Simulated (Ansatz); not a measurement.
## A series in volume scale on ScSi2

Results calculated with Ansatz 0.2.0, not measured. Periodic Kohn-Sham DFT of a crystal at fixed atoms, scaled to volume_scale times the given cell; pressure positive in compression, energy less spherical unpolarised free atoms, largest_vzz the field gradient of largest size among the nuclei.

The cell before it is scaled or strained (space group P6/mmm, No. 191):
```
cell vectors (Å)
   3.6600     0.0000     0.0000
  -1.8300     3.1697     0.0000
   0.0000     0.0000     3.8700
atoms (fractions of the cell vectors)
Sc  0.00000  0.00000  0.00000
Si  0.33333  0.66667  0.50000
Si  0.66667  0.33333  0.50000
```

Settings of every row: method all-electron PAW; functional PBEsol; relativity scalar; k mesh 13x13x11; filling fermi-dirac; smearing width 0.05 eV; nucleus gaussian.

Atom start moment: 0 on all atoms.

Limits: all rows lie far from zero pressure; no gap: field gradients move with the k mesh.

| row | volume scale | V (Å³/atom) | largest V_zz (1e21 V/m^2) | pressure (GPa) |
| --- | --- | --- | --- | --- |
| 1 | 0.94 | 14.067 | 1.262 | 34.67 |
| 2 | 0.96 | 14.367 | 1.163 | 29.926 |
| 3 | 0.98 | 14.666 | 1.068 | 25.603 |
| 4 | 0.99 | 14.816 | 1.022 | 23.586 |
| 5 | 1 | 14.965 | 0.977 | 21.659 |
| 6 | 1.01 | 15.115 | 0.933 | 19.818 |
| 7 | 1.02 | 15.265 | 0.889 | 18.057 |
| 8 | 1.04 | 15.564 | ? | ? |
| 9 | 1.06 | 15.863 | 0.717 | 11.752 |

Question: what largest V_zz and pressure should row 8 give?

Worked fit of largest V_zz. Take t = volume scale − 0.99. The shown rows have t = -0.05, -0.03, -0.01, 0, 0.01, 0.02, 0.03, 0.07. Least squares give largest V_zz = 1.0227 − 4.598 × t + 3.42 × t² 1e21 V/m^2; a straight line predicts inner rows, each left out in turn, worse (root mean square 0.0038 against 0.0011 1e21 V/m^2). The rows lie off it by 0.001, -0.001, -0.001, -0.001, 0.000, 0.001, 0.001, -0.001. The withheld row has t = 0.05, so the fit gives 1.0227 − 4.598 × (0.05) + 3.42 × (0.05)² = 0.801 1e21 V/m^2.

The calculation gave 0.802 1e21 V/m^2. The fit lies 0.001 1e21 V/m^2 (0.18 % of the column's range) below it, one unit of the last digit.

Worked fit of pressure. Take u = (V_r/V)^(2/3) − 1 with V_r = 14.89 Å³ an atom, which is twice the finite (Eulerian) strain; such expansions in the strain, on which the Birch-Murnaghan equation of state is built, carry the rest volume and the bulk modulus. The shown rows have u = 0.03863, 0.02412, 0.01016, 0.00333, -0.00334, -0.00995, -0.01645, -0.04132. Least squares give pressure = 22.6202 + 288.192 × u + 611.76 × u² GPa; a straight line predicts inner rows, each left out in turn, worse (root mean square 0.29 against 0.0085 GPa). The rows lie off it by 0.004, -0.001, -0.008, -0.001, -0.005, 0.005, 0.012, -0.005 (root mean square 0.0061 GPa). The withheld row has u = -0.02908, so the fit gives 22.6202 + 288.192 × (-0.02908) + 611.76 × (-0.02908)² = 14.757 GPa.

The calculation gave 14.764 GPa. The fit lies 0.007 GPa (0.031 % of the column's range) below it; its largest miss of a shown row is 0.012 GPa.
